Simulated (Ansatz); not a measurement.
# Ligand exchange: Y(CH3)3 + CH8O2Si2 → Y(CH3)2(OH) + C2H10OSi2

Gas-phase species: Y(CH3)3, singlet; CH8O2Si2 `O[SiH2]C[SiH2]O`, singlet; Y(CH3)2(OH), singlet; C2H10OSi2 `C[SiH2]C[SiH2]O`, singlet. The partners trade CH3 for OH: Y–CH3 and Si–OH bonds give way to Y–OH and Si–CH3.

Shapes, held fixed at every level: PBE0-D4/def2-TZVP. Flexible molecules stand in one conformer, not always the lowest. Programs: Ansatz 0.2.0. Electronic energies: no zero-point or thermal term.

```json
{"level": "PBE-D4/def2-TZVPP", "kind": "GGA", "ΔE (kJ/mol)": "-95.7", "less CCSD(T)/def2-TZVPP": "-0.1"}
{"level": "B3LYP-D4/def2-TZVPP", "kind": "global hybrid", "ΔE (kJ/mol)": "-93.7", "less CCSD(T)/def2-TZVPP": "+1.9"}
{"level": "PBE0-D4/def2-TZVPP", "kind": "global hybrid", "ΔE (kJ/mol)": "-94.6", "less CCSD(T)/def2-TZVPP": "+1.0"}
{"level": "wB97M-V/def2-TZVPP", "kind": "range-separated hybrid", "ΔE (kJ/mol)": "-96.2", "less CCSD(T)/def2-TZVPP": "-0.6"}
{"level": "wB97X-V/def2-TZVPP", "kind": "range-separated hybrid", "ΔE (kJ/mol)": "-99.7", "less CCSD(T)/def2-TZVPP": "-4.1"}
{"level": "B2PLYP/def2-TZVPP", "kind": "double hybrid", "ΔE (kJ/mol)": "-97.0", "less CCSD(T)/def2-TZVPP": "-1.4"}
{"level": "MP2/def2-TZVPP", "kind": "perturbation theory", "ΔE (kJ/mol)": "-98.6", "less CCSD(T)/def2-TZVPP": "-3.0"}
{"level": "CCSD(T)/def2-TZVPP", "kind": "coupled cluster or CI", "ΔE (kJ/mol)": "-95.6", "less CCSD(T)/def2-TZVPP": "0.0"}
```

The highest level, CCSD(T)/def2-TZVPP, gives ΔE = -95.6 kJ/mol; the levels span -99.7 to -93.7. The column of differences is taken from that level and isn't an error. No measured value is set beside it here. For atoms past krypton def2 sets carry core potentials with scalar relativity. Outer-core shells of Y are correlated, in sets that cover them unevenly.

Exchange of methyl for hydroxide is strongly exothermic at every level, with CCSD(T) giving -95.6 kJ/mol. Silicon itself binds oxygen much more strongly than carbon, so the sign means that yttrium gains still more from the swap than silicon loses. The probable reason is the strongly electropositive, hard d⁰ Y(III) centre: its bond to oxygen is highly polar, with a large electrostatic contribution, and oxygen lone pairs can also donate into empty 4d orbitals. Methyl has no such lone pair to offer once its σ bond is formed.

The methods agree closely, probably because the reaction preserves the number and broad type of bonds and much of the correlation error cancels. Agreement doesn't improve steadily with the kind of functional: PBE lies nearer to CCSD(T) than either range-separated hybrid, which is no evidence of its general superiority for yttrium chemistry. The favourable exchange energy doesn't establish selectivity, since the acidic silanol protons could instead cleave Y–CH3 bonds, releasing methane and forming yttrium siloxides.
